## Why does graphite give way so easily along c at first, and hardly at all along a?

I'm looking at these PBE results for graphite squeezed from all sides:

Graphite (C, 4 atoms in the cell, P6_3/mmc, a = 2.466, c = 8.530 Å), relaxed under hydrostatic pressure at zero temperature with its symmetry kept. Changes are relative to this cell, which is relaxed at zero pressure. Ansatz 0.2.0, plane-wave PAW, scalar-relativistic, PBE, no spin polarisation, cutoff 420 eV, Gaussian smearing of 0.1 eV.

| applied pressure (GPa) | k mesh | volume change (%) | enthalpy change (eV/atom) | a change (%) | c change (%) | energy change (meV/atom) |
| --- | --- | --- | --- | --- | --- | --- |
| 2 | 21×21×6 | -17.72 | 0.123 | -0.19 | -17.41 | 7.8 |
| 5 | 21×21×6 | -24.38 | 0.288 | -0.43 | -23.72 | 23.2 |
| 10 | 21×21×8 | -29.64 | 0.543 | -0.78 | -28.53 | 49.8 |
| 20 | 21×21×8 | -35.37 | 1.014 | -1.38 | -33.54 | 108.0 |
| 40 | 21×21×8 | -41.66 | 1.872 | -2.40 | -38.75 | 235.9 |

The first 2 GPa take 17.41 % off c. Going all the way from 20 to 40 GPa takes off only about 5 % more of the starting length. Meanwhile a shrinks slowly, by an amount that looks very roughly proportional to the pressure. Why do the two directions follow such different rules, and is the huge first drop real?

### Answer

The spacing between the layers is set by a repulsion that grows roughly exponentially as they approach, so in these PBE results it falls almost linearly with the logarithm of the pressure. The length a is set by strong covalent bonds, which respond almost like ordinary springs. The huge first drop is mostly a fault of the starting cell.

**The first drop.** Graphite layers attract each other mainly through dispersion forces, which PBE largely lacks. The zero-pressure cell therefore has a layer spacing (half of c) of 4.27 Å, against roughly 3.4 Å in real graphite. Even at 2 GPa the calculated spacing is still 3.52 Å. The first drop thus mostly closes a gap that the functional had opened, and every change of c or volume in the table includes it. To see how the compressed crystal behaves, compare the pressurised rows with one another. They lack the same attraction, so their spacings are probably too wide as well, most of all at low pressure.

**Why the spacing follows a logarithm.** When two layers are pressed together, their filled orbitals begin to overlap, and the Pauli principle makes this costly. The orbital tails decay roughly exponentially with distance, and so does the repulsion. Two hydrogen molecules pushed together behave in much the same way: each equal step closer multiplies the force by about the same factor. The likeness covers only this repulsion, since the molecules have no stiff sheet of bonds that also carries load.

For a simple model, let $P$ be the pressure, $d$ the layer spacing and $A$ the area per atom within a layer. The enthalpy per atom is then

$$H = E_\text{layer}(A) + U(d) + P A d .$$

At equilibrium $H$ is lowest with respect to $d$, which gives $P = -U'(d)/A$. With $U \propto e^{-d/\lambda}$ and $A$ nearly constant, this becomes

$$d = \text{constant} - \lambda \ln P .$$

Each doubling of the pressure should therefore remove the same length, $\lambda \ln 2$, from the spacing.

The table bears this out well. Fitted to all five pressurised rows, the law gives $\lambda \approx 0.30$ Å, or 0.21 Å lost per doubling, and it meets each spacing to within 0.01 Å. A power law between spacing and pressure does clearly worse. The exponential is still only an approximation, because the loss per doubling creeps upwards with pressure. The k mesh changes between 5 and 10 GPa; its effect is untested, but the spacings show no break there.

The law fails at the zero-pressure cell, where it would still demand a pressure of about 0.2 GPa. Pure repulsion has no resting point: without pressure the layers would drift apart for ever. The starting cell isn't fully relaxed either: the raw output shows a small push along c left in it, so its spacing is only loosely fixed. That push is well below what the law demands. A weak attraction that the model leaves out would explain this, though part of the mismatch may come from stretching the law so far beyond its rows. In real graphite the attraction is much stronger and helps the outside pressure to hold the layers together, so there the simple law should fail at the low-pressure end of the table too.

**Why the crystal becomes less lopsided.** Along c, the resistance to squeezing is largely created by the pressure itself, because closer layers repel more steeply. Within a layer, the bonds are stiff from the outset and gain little. From 2 to 5 GPa, c therefore shrinks 33 times as much as a in relative terms. From 20 to 40 GPa the ratio is only about 8.

**Why a shrinks steadily, but less than in proportion.** Pressure on the side of the stack pushes on the edges of the layers. Each layer carries the load that falls on a strip of height $d$, so the load per unit length of edge is $Pd$. The model says the same: minimising $H$ with respect to $A$ gives $E_\text{layer}'(A) = -Pd$. As the layers move closer, each has a narrower strip to support, and a further GPa loads it less.

The 40 GPa row shows how much this matters. Take the 2 GPa row as a gauge, where a shrinks by 0.19 %, and scale by the edge load, using the calculated spacings of 3.52 and 2.61 Å:

$$0.19\,\% \times \frac{40 \times 2.61}{2 \times 3.52} \approx 2.8\,\% .$$

The table has 2.40 %, a value that played no part in this estimate. Scaling by pressure alone would have given 20 × 0.19 % = 3.8 %, so the narrower strip accounts for most of the slowdown. The estimate remains about a sixth too high relative to the table. The natural reason is that bonds stiffen as they shorten. Part of the difference may also come from the assumption that $U$ depends on the spacing alone, which nothing here tests.

**What the enthalpy adds.** At 40 GPa the enthalpy has risen by 1.872 eV per atom, but the energy by only 0.236 eV. The rest is the $PV$ term, which is large simply because the crystal still occupies volume at high pressure. The enthalpy change is therefore no measure of how strained the bonds are. Nor does it say whether graphite is stable: these relaxations keep the symmetry, so the layers can't buckle or turn into diamond. Real graphite begins to transform at very roughly 15 to 20 GPa, which makes the last two rows a picture of graphite held in its flat form.

**What it means for devices.** The same calculations show the overlap between filled and empty bands growing from 0.014 eV at 2 GPa to 0.32 eV at 40 GPa, roughly in step with the pressure. This fits the picture, since the orbital tails that repel also let electrons pass from layer to layer. In contacts or interconnects made of stacked carbon layers, the layer spacing is thus the length that pressing alters most, and the coupling between layers changes with it.

To guess a pressure between two rows, interpolate the spacing in the logarithm of the pressure. At 14 GPa, about halfway between 10 and 20 GPa on that scale, the PBE spacing should lie midway between 3.05 and 2.83 Å, near 2.94 Å. For a, scale by pressure times spacing from the nearest row. The printed output below lists the spacings, the steps between rows and the fits.

Printed output of the fit:

```
fit of d on 5 rows: constant 3.739 +/- 0.0083, coefficient of lnP -0.3032 +/- 0.0033; rms 0.00603, worst 40 0.00796, leave-one-out rms 0.0126
fit of lnd on 5 rows: constant 1.336 +/- 0.0092, coefficient of lnP -0.09939 +/- 0.0037; rms 0.00673, worst 40 0.00865, leave-one-out rms 0.0143
Layers:
  row  spacing (A)  log-law miss (A)  a shrinkage (% per GPa)  layer area stiffness (N/m)
    2        3.522          0.006194                    0.095                       185.2
    5        3.253         -0.002528                    0.086                       188.7
   10        3.048         -0.007562                    0.078                       194.6
   20        2.835         -0.004066                    0.069                         204
   40        2.612           0.00796                     0.06                       215.1
Steps from the row before:
  row  spacing loss per unit ln P (A)  c step (%)  a step (%)  ratio of relative c to a shrinkage
    5                          0.2937       -7.64     -0.2405                               33.01
   10                           0.296      -6.306     -0.3515                                18.5
   20                          0.3083       -7.01     -0.6047                               11.98
   40                          0.3206      -7.839      -1.034                               7.852
Energies:
  row  band overlap (meV per GPa)  energy change (meV/atom per GPa)  PV term (eV/atom)  PV share of enthalpy change (%)
    2                       6.992                               3.9             0.1154                            93.82
    5                       6.922                              4.64             0.2651                            92.06
   10                       8.016                              4.98             0.4934                            90.86
   20                       7.964                               5.4             0.9064                            89.39
   40                       7.876                             5.897              1.636                            87.41
Spacing lost per doubling of pressure by the log law (A): 0.2102
Root mean square miss of the power law in spacing (A): 0.02048
Energy rise estimated from the log law (meV/atom per GPa): 4.984
Reference spacing at zero pressure (A): 4.265
Reference spacing less rough real spacing of 3.4 (A): 0.865
Pressure the log law would need at the reference spacing (GPa): 0.1764
Change of c from 2 to 40 GPa (%): -25.84
Shrinkage of a per GPa at 40 GPa over that at 2 GPa: 0.6316
C-C distance at 40 GPa (A): 1.39
```
